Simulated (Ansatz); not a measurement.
# In: energy change per atom and pressure against volume scale

All results are calculated (Ansatz 0.2.0). Plane-wave DFT, scalar-relativistic PAW made under PBE with cores redone for the functional, no dispersion; the given relaxed cell is scaled uniformly, energy at zero smearing counts from the unscaled cell, pressure at the given Fermi-Dirac smearing is positive in compression.

The cell before it is scaled or strained (space group Im-3m, No. 229):
```
In
1.0
     -1.8634     1.8634     1.8634
      1.8634    -1.8634     1.8634
      1.8634     1.8634    -1.8634
In
1
Direct
  0.00000 0.00000 0.00000
```

Settings of every row: spin polarised no; functional PBEsol; wave cutoff 420 eV; smearing width 0.1 eV; k mesh 13x13x13.

Atom starting moment: 0 on all atoms.

Limits: the cell comes from a prototype or a list of computed structures and needn't be the stable phase.

| row | volume scale | V (Å³/atom) | energy change per atom (meV) | pressure (GPa) |
| --- | --- | --- | --- | --- |
| 1 | 0.88 | 22.775 | 62.32 | 7.63 |
| 2 | 0.92 | 23.81 | 24.16 | 4.36 |
| 3 | 0.96 | 24.846 | ? | ? |
| 4 | 1.04 | 26.916 | 6.52 | -1.68 |
| 5 | 1.08 | 27.951 | 21.75 | -2.86 |
| 6 | 1.12 | 28.987 | 43.72 | -3.77 |

Question: what energy change per atom and pressure should row 3 give?

Worked fit of energy change per atom. Take u = (V_r/V)^(2/3) − 1 with V_r = 26.916 Å³ an atom, which is twice the finite (Eulerian) strain; such expansions in the strain, on which the Birch-Murnaghan equation of state is built, carry the rest volume and the bulk modulus. The shown rows have u = 0.11781, 0.08518, 0, -0.02484, -0.04822. Least squares give energy change per atom = 6.04 − 425.048 × u + 7621.3 × u² meV; a straight line predicts inner rows, each left out in turn, worse (root mean square 22 against 1.3 meV). The rows lie off it by 0.58, -0.97, 0.48, 0.45, -0.54 (root mean square 0.63 meV). The withheld row has u = 0.0548, so the fit gives 6.04 − 425.048 × (0.0548) + 7621.3 × (0.0548)² = 5.63 meV.

The calculation gave 4.78 meV. The fit lies 0.85 meV (18 % of the value, 1.5 % of the column's range) above it; its largest miss of a shown row is 0.97 meV.

Worked fit of pressure. Take u = (V_r/V)^(2/3) − 1 with V_r = 26.916 Å³ an atom, which is twice the finite (Eulerian) strain; such expansions in the strain, on which the Birch-Murnaghan equation of state is built, carry the rest volume and the bulk modulus. The shown rows have u = 0.11781, 0.08518, 0, -0.02484, -0.04822. Least squares give pressure = −1.704 + 52.938 × u + 221.08 × u² GPa; a straight line predicts inner rows, each left out in turn, worse (root mean square 0.63 against 0.068 GPa). The rows lie off it by 0.03, -0.05, 0.02, 0.02, -0.03 (root mean square 0.032 GPa). The withheld row has u = 0.0548, so the fit gives −1.704 + 52.938 × (0.0548) + 221.08 × (0.0548)² = 1.86 GPa.

The calculation gave 1.82 GPa. The fit lies 0.04 GPa (2.2 % of the value, 0.35 % of the column's range) above it; its largest miss of a shown row is 0.05 GPa.
